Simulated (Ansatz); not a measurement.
## Ligand exchange: CHBr2Cl + GeH2(CH3)2 → CH2BrCl + GeH(CH3)2Br

Species: CHBr2Cl (chlorodibromomethane) `ClC(Br)Br`, singlet; GeH2(CH3)2, singlet; CH2BrCl (bromochloromethane) `ClCBr`, singlet; GeH(CH3)2Br, singlet. The partners trade Br for H: C–Br and Ge–H bonds give way to C–H and Ge–Br.

Shapes, held fixed at every level: PBE0-D4/def2-TZVP. Programs: Ansatz 0.2.0. Electronic energies: no zero-point or thermal term.

```json
{"level": "r2SCAN-D4/def2-TZVPP", "kind": "meta-GGA", "ΔE (kJ/mol)": "-178.3", "less CCSD(T)/def2-TZVPP": "-1.8"}
{"level": "B3LYP-D4/def2-TZVPP", "kind": "global hybrid", "ΔE (kJ/mol)": "-177.1", "less CCSD(T)/def2-TZVPP": "-0.6"}
{"level": "PBE0-D4/def2-TZVPP", "kind": "global hybrid", "ΔE (kJ/mol)": "-179.1", "less CCSD(T)/def2-TZVPP": "-2.6"}
{"level": "wB97M-V/def2-TZVPP", "kind": "range-separated hybrid", "ΔE (kJ/mol)": "-179.4", "less CCSD(T)/def2-TZVPP": "-2.9"}
{"level": "wB97X-V/def2-TZVPP", "kind": "range-separated hybrid", "ΔE (kJ/mol)": "-179.5", "less CCSD(T)/def2-TZVPP": "-3.0"}
{"level": "MP2/def2-TZVPP", "kind": "perturbation theory", "ΔE (kJ/mol)": "-176.0", "less CCSD(T)/def2-TZVPP": "+0.5"}
{"level": "CCSD/def2-TZVPP", "kind": "coupled cluster or CI", "ΔE (kJ/mol)": "-181.4", "less CCSD(T)/def2-TZVPP": "-4.9"}
{"level": "CCSD(T)/def2-TZVPP", "kind": "coupled cluster or CI", "ΔE (kJ/mol)": "-176.5", "less CCSD(T)/def2-TZVPP": "0.0"}
```

The highest level, CCSD(T)/def2-TZVPP, gives ΔE = -176.5 kJ/mol; the levels span -181.4 to -176.0. The column of differences is taken from that level and isn't an error. No measured value is set beside it here. Relativity is left out for Br, Ge. Outer-core shells of Br, Ge are correlated in most correlated rows, in sets that cover them unevenly.

The exchange is strongly downhill at every level, with ΔE = -176.5 kJ/mol from CCSD(T), and the choice of method changes this only slightly. The driving force is the pairing of bond partners. Germanium is much more electropositive than carbon, so bromine gains a stronger, more polar bond by moving to it, while hydrogen trades a fairly weak, hydridic Ge–H bond for a stronger C–H bond. Relief of repulsion between the two geminal bromines probably adds a smaller share, but the total energy doesn't separate these terms.

CCSD gives the most exothermic value, and the perturbative triples offset part of it. They therefore stabilise the reactants more than the products, which suggests a larger correlation contribution in the crowded, polarisable dibromide. The closeness of MP2 to CCSD(T) probably owes something to cancellation, and the small gaps between the functionals don't support a general ranking. The result establishes a strong energetic preference for the products, but says nothing about the barrier or whether the exchange follows a radical chain.
